Why a steady stretch can turn the band gap round

The question

A SiC crystal is squeezed or stretched in its basal plane while its height is left free to adjust. Squeezing narrows the band gap, so stretching should widen it. At 2.5 % it does, though by much less than the squeezed cells suggest, and at 4 % the gap is smaller than in the unstrained crystal. What happens between the two?

Wurtzite SiC, 4 atoms per cell, computed with Ansatz 0.2.0: PBE, plane-wave PAW, 420 eV cutoff, 12×12×6 k mesh, no spin polarisation, on cells and atoms relaxed with r2SCAN. Strain is per length, with shear as engineering angle; uniaxial strain holds the sides fixed and epitaxial strain leaves the normal free. Gap changes are relative to the unstrained cell.

```
 strain kind  strain (%)  band gap (eV)  band gap change (eV)  least direct gap change (eV)
epitaxial xy          -1          2.153                -0.124                         0.129
epitaxial xy        -0.5          2.217                -0.061                         0.065
epitaxial xy         2.5          2.433                 0.156                        -0.329
epitaxial xy           4          2.207                -0.070                        -0.578
 hydrostatic          -4          2.039                -0.238                         0.242
 hydrostatic          -3          2.102                -0.175                         0.180
 hydrostatic          -2          2.162                -0.115                         0.119
 hydrostatic          -1          2.222                -0.055                         0.059
 hydrostatic           1          2.330                 0.053                        -0.059
 hydrostatic           2          2.384                 0.106                        -0.117
 hydrostatic         2.5          2.409                 0.132                        -0.145
 hydrostatic           3          2.434                 0.157                        -0.174
 hydrostatic           4          2.483                 0.205                        -0.230
 hydrostatic           5          2.530                 0.252                        -0.343
    shear xy         1.5          2.212                -0.065                        -0.058
  uniaxial x         0.5          2.282                 0.005                        -0.053
  uniaxial x         1.5          2.295                 0.018                        -0.158
  uniaxial z           3          2.144                -0.133                         0.176
```

The smooth background

The gap runs from the top of the valence band at the zone centre Γ to the bottom of the conduction band at the zone corner K. The hydrostatic rows show how quietly this gap can respond. From −4 to +5 % it follows a slope of 0.054 eV per % of strain, with a gentle bend that reaches 0.022 eV at the compressed end. Over that range the same two states bound the gap, and the distance between them changes almost in proportion to the strain.

For small strains of any shape, this suggests a sum of proportional shifts. Let εx, εy and εz be the stretches along the three axes and γ the in-plane shear, all in %. The change of the gap in eV is then

ΔE = a(εx + εy) + cεz − d√((εx − εy)² + γ²)

The first two terms are the ordinary shifts. The last belongs to a valence top made of two states of equal energy, which any distortion that makes the in-plane directions unequal must split. The upper of the two then sets the gap, hence the minus sign.

What the shear row reveals

The shear xy row isolates the last term, because its stretches are practically zero. Its gap narrows by 0.065 eV, and the band edges of the same calculation show the valence top rising by that amount while the conduction edge stays put. Symmetry explains the difference. Shears of opposite sign are mirror images, so a single level at Γ or K can respond only to the square of the shear, whereas a degenerate pair can split in direct proportion to it.

The pair consists of states built from px and py orbitals, which lie in the basal plane. This assignment rests on symmetry, not on a printed orbital analysis. Spin–orbit coupling is left out of the calculation; it would separate the pair slightly even without strain, which matters only for the smallest distortions.

Setting the constants and testing them

The hydrostatic rows at ±1 % fix one combination of a and c. The epitaxial row at −1 %, whose free height grows by 0.18 %, fixes another:

2a + c = 0.054
−2a + 0.18c = −0.124

Adding the two lines gives 1.18c = −0.070, so c = −0.059 and a = 0.057 eV per %. The shear row gives d = 0.065/1.5 = 0.043 eV per %.

The uniaxial x row at 1.5 % took no part in this and serves as a test. Here εx = 1.5 and the other strains are zero:

ΔE = (0.057 − 0.043) × 1.5 ≈ 0.02 eV

The calculation gives 0.018 eV. Without the splitting the estimate would have been about 0.09 eV, so most of the widening is cancelled by the rise of one member of the pair. The row at 0.5 % agrees equally well, which supports a splitting proportional to the strain and therefore a degenerate valence top.

The model is less good for a large stretch along z. At 3 % it predicts a narrowing of 0.178 eV where the calculation finds 0.133 eV. The gap still runs from Γ to K in that row, so a bend in the response is the likely reason, though a single row cannot settle it. Part of the miss may sit in c itself: it rests on the epitaxial slope at −1 %, 0.124 eV per %, and the row at −0.5 % gives a gentler 0.122. The constants are best used for strains of a per cent or so, and under in-plane tension only as long as the same pair of states stays on top.

First break: epitaxial +2.5 %

The slope of the squeezed epitaxial cells, 0.124 eV per %, promises a widening of 0.31 eV at +2.5 %. The table has 0.156 eV, half as much. Some of the shortfall could be ordinary curvature. A parabola through zero and the two squeezed rows allows for that and still leaves about 0.10 eV unexplained. That figure is rough, because carrying a parabola so far beyond two close rows magnifies any meV of scatter in them some tens of times.

The band edges suggest where the loss arises. The conduction edge lies within 0.005 eV of its own straight line, while the valence edge lies 0.15 eV above its line, or 0.09 eV above its own parabola. Band energies of different cells share no exact common zero, so such a division between the edges is approximate, here and at +4 %; the gap itself is unaffected. Not every gap breaks at this strain: the least direct gap, which in the unstrained cell sits at the zone-edge point M, stays within 0.007 eV of its own straight line.

The natural cause is a change of leader. Just below the px, py pair lies a third state, built from pz orbitals along the hexagonal axis. In-plane tension lowers the pair relative to this state until the pz state is on top. From then on the valence edge sinks more slowly, and the gap opens more slowly with it. That the takeover has happened by +2.5 % is inferred from the edges and from symmetry; the orbitals themselves were not inspected.

Silicon as a simpler picture

Silicon stretched in a cube face shows why the pair should sink. Its four bonds around each atom stay equal in length but tip towards the stretched plane. The px and py orbitals then point more nearly along the bonds, overlap better with their neighbours and drop in energy, while pz overlaps less well and rises. Apart from spin–orbit splitting, pz ends on top.

The comparison has two bounds. In cubic silicon the three states coincide before any strain, so the leader is decided at once; in wurtzite SiC the pair starts ahead, and the pz state needs a finite tension to catch up. The bonds of wurtzite also change unequally in length, so silicon gives the direction of the effect but not its size. The same change of leader is expected in gallium nitride, which shares the wurtzite structure, once the in-plane tension is large enough.

Second break: epitaxial +4 %

At +4 % the straight line would put the gap 0.50 eV above its unstrained value. The calculation puts it 0.07 eV below, a shortfall of 0.57 eV. Curvature of the kind seen in the squeezed cells would reduce this to 0.45 eV, so the break is far larger than any reasonable bend.

Two changes now add up. The valence edge lies 0.29 eV above its straight line. Measured from its own parabola the excess is 0.16 eV, so part of it is ordinary bend and the rest continues the first break. The conduction edge lies 0.28 eV below its own, and here the cause is directly visible: the lowest conduction state has moved from K to M. The two valleys respond differently to in-plane tension, and by +4 % the one at M has overtaken the one at K.

Why the breaks go downward

Both breaks make the gap smaller than the smooth model says, and this is no accident. The gap is measured from the highest filled state to the lowest empty one. A new valence state can take over only by being higher than the old one, and a new conduction state only by being lower. Either event cuts the gap below the continued line.

The least direct gap obeys the same rule, because it too is a minimum over many candidates. In the hydrostatic rows it falls by 0.056 eV from +3 to +4 %, then by twice as much in the next step. A move from M to Γ would explain this, since the epitaxial cell at +4 % has its least direct gap at Γ; for the hydrostatic cell it remains a conjecture. The indirect gap passes through the same step smoothly because its own two states keep their places.

Using the result

For a strained layer, the first thing to ask is which states bound the gap, and only then what the slope is. Here the slope of the squeezed epitaxial cells overestimates the gap at +2.5 %, and at +4 % it even gets the sign of the change wrong. Between +2.5 and +4 % the gap must already have turned downward. PBE makes the gap itself too small, so these results are better read as changes than as absolute gaps, and the strain at which one state overtakes another may shift with a better functional.

The output printed below compares the model, with its constants taken from the small-strain and shear rows, with every row of the table.

Numerical output:

```
Straight-line model of the gap change:
           row  strain in %  model in eV  computed in eV  model less computed in eV
  epitaxial xy           -1       -0.124          -0.124                          0
  epitaxial xy         -0.5       -0.062          -0.061                     -0.001
  epitaxial xy          2.5         0.31           0.156                      0.154
  epitaxial xy            4        0.496           -0.07                      0.566
   hydrostatic           -4       -0.216          -0.238                      0.022
   hydrostatic           -3       -0.162          -0.175                      0.013
   hydrostatic           -2       -0.108          -0.115                      0.007
   hydrostatic           -1       -0.054          -0.055                      0.001
   hydrostatic            1        0.054           0.053                      0.001
   hydrostatic            2        0.108           0.106                      0.002
   hydrostatic          2.5        0.135           0.132                      0.003
   hydrostatic            3        0.162           0.157                      0.005
   hydrostatic            4        0.216           0.205                      0.011
   hydrostatic            5         0.27           0.252                      0.018
      shear xy          1.5       -0.065          -0.065                          0
    uniaxial x          0.5     0.006702           0.005                   0.001702
    uniaxial x          1.5       0.0201           0.018                   0.002105
    uniaxial z            3      -0.1784          -0.133                   -0.04542
Hydrostatic slope in eV per %: 0.054
Epitaxial slope in eV per %: 0.124
Slope for stretch along z in eV per %: -0.05947
Slope for stretch along one in-plane axis before splitting in eV per %: 0.05674
Rise of valence top by splitting in eV per % shear: 0.04333
Gap shortfall at epitaxial +2.5 % against parabola in eV: 0.1032
Gap shortfall at epitaxial +4 % against parabola in eV: 0.4497
Valence edge above its straight line at epitaxial +2.5 % in eV: 0.1494
Valence edge above its parabola at epitaxial +2.5 % in eV: 0.09394
Conduction edge below its straight line at epitaxial +2.5 % in eV: 0.004584
Valence edge above its straight line at epitaxial +4 % in eV: 0.2889
Valence edge above its parabola at epitaxial +4 % in eV: 0.1621
Conduction edge below its straight line at epitaxial +4 % in eV: 0.2771
Rise of valence edge in the shear row in eV: 0.06514
Direct gap step from hydrostatic +3 to +4 % in eV: -0.056
Extra direct gap drop in the step from +4 to +5 % in eV: 0.057
Direct gap below its straight line at epitaxial +2.5 % in eV: 0.0065
Direct gap below its straight line at epitaxial +4 % in eV: 0.062
```
